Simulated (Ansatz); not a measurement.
# Pressure shifts of the zone-centre phonons B1g and E2g in hcp rhenium, LDA without spin-orbit coupling

In most hcp metals it costs more to beat neighbouring close-packed planes against each other along c than to slide them sideways. In this calculation on rhenium the order is reversed at zero pressure: the beating mode B1g lies at 97.8 cm⁻¹, below the sliding mode E2g at 121.0 cm⁻¹. Compression restores the usual order. The question is how fast each mode moves per GPa and where the shift stops being linear. It has a practical side, because rhenium is a common gasket metal in diamond-anvil cells and E2g is its Raman line, while B1g is silent in both Raman and infrared spectra. The frequencies are harmonic LDA values for the static lattice from −20.75 to +53.74 GPa, and shifts are counted from the cell relaxed at zero pressure.

## Set-up

One crystal, Re (hcp) (known phase). Its volume was then scaled in steps, which gives the pressures listed, with shape and atoms relaxed where symmetry leaves them free. The structures stem from measured cells of the Crystallography Open Database, directly or through a relaxation at another level; cell and atoms were relaxed at zero pressure at each row's own level, inside the symmetry of the start, with no thermal or zero-point expansion. Program: Ansatz 0.2.0, plane waves, LDA, the program's earlier default PAW potentials, scalar-relativistic without spin-orbit coupling, no spin polarisation. Wave-function cutoff 420 eV (the default for the potentials of each cell); on the k meshes (Γ-centred) the least product of divisions and cell-vector length runs from 47 to 51 Å. Occupations: methfessel-paxton smearing of 0.2 eV. Harmonic modes at natural masses come from linear response (density functional perturbation theory), with the acoustic sum rule imposed.

Notes on method and selection:

- Harmonic values at the static lattice; measured values carry thermal expansion and anharmonic shifts at their temperature.
- Modes are followed from row to row by the overlap of their patterns.
- In cells without a Kohn-Sham gap the frequencies depend on k mesh and smearing; errors of a few per cent are possible.
- Spin-orbit coupling is left out; it matters most with heavy elements (here Re).
- Negative pressure is tension; other phases that would form under pressure are ignored.
- dω/dP = γω₀/B₀, with γ the mode Grüneisen parameter and B₀ = −V dP/dV the bulk modulus.
- Runs that did not converge, have known faults, used another set of PAW files or may not be shown are not listed.

Columns:

- pressure (GPa): hydrostatic pressure of the static lattice, compression positive.
- B1g (cm⁻¹): zone-centre mode B1g, no LO-TO term.
- E2g (cm⁻¹): zone-centre mode E2g, no LO-TO term.
- volume per atom (Å³): volume per atom of the relaxed cell.
- energy (meV/atom): static energy per atom above the relaxed cell.

Input lines of one member:

```
kpoints:
  mp_grid: { grid: [18, 18, 12] }
hamiltonian:
  xc: lda
  pseudopotentials: { kind: paw, azcp: { folder: soft_1 }, xc_functional: pbe }
scf:
  occupations: { method: methfessel_paxton, width: 0.2 }
output:
  eigenvalues: true
phonons:
  method: dfpt
```

Command (options for logging and memory left out): `ansatz run input.yaml --threads 4 --backend cpu`

## Results

| member | pressure (GPa) | B1g (cm⁻¹) | E2g (cm⁻¹) | volume per atom (Å³) | energy (meV/atom) |
| --- | --- | --- | --- | --- | --- |
| −20.75 GPa | −20.75 | −22.7 | 105.8 | 15.19 | 58.77 |
| −14.57 GPa | −14.57 | 50.3 | 110.8 | 14.90 | 27.05 |
| −7.68 GPa | −7.68 | 76.7 | 115.9 | 14.62 | 7.01 |
| +0.00 GPa | 0.00 | 97.8 | 121.0 | 14.33 | 0.00 |
| +4.17 GPa | 4.17 | 107.5 | 123.5 | 14.19 | 1.84 |
| +8.57 GPa | 8.57 | 116.7 | 126.0 | 14.04 | 7.52 |
| +18.11 GPa | 18.11 | 134.4 | 130.6 | 13.76 | 31.23 |
| +28.74 GPa | 28.74 | 151.4 | 134.6 | 13.47 | 73.00 |
| +40.57 GPa | 40.57 | 168.1 | 138.2 | 13.18 | 134.84 |
| +53.74 GPa | 53.74 | 184.6 | 141.4 | 12.90 | 219.02 |

Least-squares fits to the whole series, with x = pressure (GPa); R² and errors in the fitted variable (y, or ln y where the fit is in ln y):

| y | members | fit | R² | rms residual | leave-one-out rms | the same for the mean of the others |
| --- | --- | --- | --- | --- | --- | --- |
| E2g (cm⁻¹) | 10 | y = 119.5 + 0.4754 x | 0.96 | 2.3 | 3.2 | 12 |
| B1g (cm⁻¹) | 10 | y = 80.47 + 2.345 x | 0.86 | 22 | 30 | 64 |

## Interpretation

B1g shifts most. From 0 to 4.17 GPa it rises by (107.5 − 97.8) / 4.17 = 2.33 cm⁻¹ per GPa, and E2g by (123.5 − 121.0) / 4.17 = 0.60 cm⁻¹ per GPa, about a quarter as much. Among the rows with real frequencies neither curve shows a kink, and both flatten steadily. Between the last two rows the slopes are down to (184.6 − 168.1) / (53.74 − 40.57) = 1.25 and (141.4 − 138.2) / (53.74 − 40.57) = 0.24 cm⁻¹ per GPa.

The two modes bend for different reasons. For B1g the restoring force, proportional to ω², is nearly linear in pressure, and most of the bend comes from taking the square root. The rows at 0 and 18.11 GPa set the slope, (134.4² − 97.8²) / 18.11 = 469, so that

ω² = 97.8² + 469 P (ω in cm⁻¹, P in GPa).

Over all ten rows this misses by 3.2 cm⁻¹ rms, against 22 for the straight line in ω and 64 for the mean of the other rows. An ω² that falls almost linearly through zero marks a soft mode. The accepted picture for hcp metals near the middle of the d series is that conduction electrons follow the beating of the planes and cancel much of its restoring force. On that view, which this series fits but does not prove, what remains is a small difference of large terms, so a modest change of volume alters it strongly.

E2g bends even in ω². Here dω/dP = γω/B helps, with γ the mode Grüneisen parameter and B the bulk modulus, both taken between neighbouring rows. From the first pair of rows to the last, B = ΔP / ln(V₁/V₂) rises from (20.75 − 14.57) / ln(15.19 / 14.90) = 321 GPa to (53.74 − 40.57) / ln(13.18 / 12.90) = 613 GPa, each uncertain by a few per cent because the volumes are rounded. Over the same span γ = ln(ω₂/ω₁) / ln(V₁/V₂) falls from about 2.4 to about 1.1, again uncertain by several per cent because volumes and frequencies are rounded. The lattice becomes harder to compress, and each per cent of compression also stiffens the sliding mode less. The two effects are of similar size.

## Exceptions

Largest departures from the fit to the whole series:

| member | E2g (cm⁻¹) | fit | computed − fit | in rms residuals |
| --- | --- | --- | --- | --- |
| −20.75 GPa | 105.8 | 109.6 | −3.8 | 1.7 |
| +53.74 GPa | 141.4 | 145.0 | −3.6 | 1.6 |
| +18.11 GPa | 130.6 | 128.1 | +2.5 | 1.1 |
| +8.57 GPa | 126.0 | 123.6 | +2.4 | 1.1 |

The row at −20.75 GPa lies farthest from the straight line for B1g: the fit gives 80.47 − 2.345 × 20.75 = 31.8 cm⁻¹, the table −22.7 cm⁻¹, a gap of 31.8 + 22.7 = 54.5 cm⁻¹ or 2.5 rms residuals. The minus sign stands for an imaginary frequency. At this expansion the hcp lattice is unstable against a pairing of its planes, with alternating short and long spacings, and the relaxation could not follow because it kept the starting symmetry. The E2g value and the energy in this row therefore belong to a lattice held in place by symmetry.

For E2g the largest departures are −3.8 cm⁻¹ at −20.75 GPa and −3.6 cm⁻¹ at +53.74 GPa, while +18.11 and +8.57 GPa lie above the line by 2.5 and 2.4 cm⁻¹. Low ends and a high middle are what a straight line leaves when it is laid through a smoothly flattening curve, so these rows show curvature and no fault of their own.

## Short exercises

**At what pressure do the two modes meet?**
B1g minus E2g is 116.7 − 126.0 = −9.3 cm⁻¹ at 8.57 GPa and 134.4 − 130.6 = +3.8 cm⁻¹ at 18.11 GPa. Linear interpolation gives 8.57 + (18.11 − 8.57) × 9.3 / 13.1 = 15.3 GPa. The gap closes at 13.1 / (18.11 − 8.57) = 1.4 cm⁻¹ per GPa, so an error of 4 cm⁻¹ in one mode, about 3 per cent, moves the crossing by 4 / 1.4, roughly 3 GPa. This shows how sensitive the crossing is and is no error bar: neither mode is compared with measurement here, and the error in B1g may well be larger.

**The E2g line has risen by 15 cm⁻¹ from its zero-pressure position. What is the pressure, and does a constant slope suffice?**
The target is 121.0 + 15 = 136.0 cm⁻¹, between the rows at 28.74 and 40.57 GPa. Interpolation gives 28.74 + (40.57 − 28.74) × 1.4 / 3.6 = 33.3 GPa. The initial slope of 0.60 cm⁻¹ per GPa would give 15 / 0.60 = 25 GPa, about 8 GPa too low. A constant slope does not suffice here. Both pressures are readings within the computed series. To find the pressure on a real gasket one needs the measured shift of the Raman line, with which this series is not compared.

**How much does an error of 1 per cent in the volume matter near zero pressure?**
The step from 14.33 to 14.19 Å³ per atom is 0.14 / 14.33, or 1.0 per cent. It raises E2g by 123.5 − 121.0 = 2.5 cm⁻¹ and B1g by 107.5 − 97.8 = 9.7 cm⁻¹, which is 2 and 10 per cent of their values. A level of theory whose volume is good enough for the Raman line may still place B1g badly.

## Rules of thumb and their limits

A single slope serves only for small pressure changes, since the bending is gradual and has no sharp onset. Carried on to 18.11 GPa, the initial slopes give 97.8 + 2.33 × 18.11 = 140.0 cm⁻¹ for B1g and 121.0 + 0.60 × 18.11 = 131.9 cm⁻¹ for E2g, which is 140.0 − 134.4 = 5.6 and 131.9 − 130.6 = 1.3 cm⁻¹ too high. Over the whole range B1g is better interpolated in ω², and E2g between neighbouring rows.

LDA usually makes metals too dense. A denser lattice by itself has both modes higher, but LDA also errs in the restoring forces at a fixed volume, so the density does not tell whether the frequencies at a given pressure come out too high or too low. Only measured values can decide that. Raman scattering gives E2g under pressure and neutron scattering can reach B1g, but no measurement of either mode is set beside this series. Thermal expansion, absent here, would by itself lower both. For B1g, warming also blurs the Fermi surface and may weaken the electronic softening, which acts the other way.

B1g is the less certain mode. Its restoring force depends on states close to the Fermi level, so k mesh and smearing probably affect it more than E2g, and the reversed order at zero pressure, the crossing with E2g and the pressure at which the mode turns imaginary all carry that uncertainty. They are results of this calculation and not established properties of rhenium. Spin-orbit coupling, left out here, alters the same states in so heavy an element, with a sign that is not obvious beforehand. The input also combines LDA with PAW potentials made for PBE, an inconsistency whose effect on volumes and frequencies is not tested here.

[Logs are printed without paths, hosts, clocks, repeated set-up lines and the standing remarks that a program may print on its own settings, such as how far it seeks lower states.]
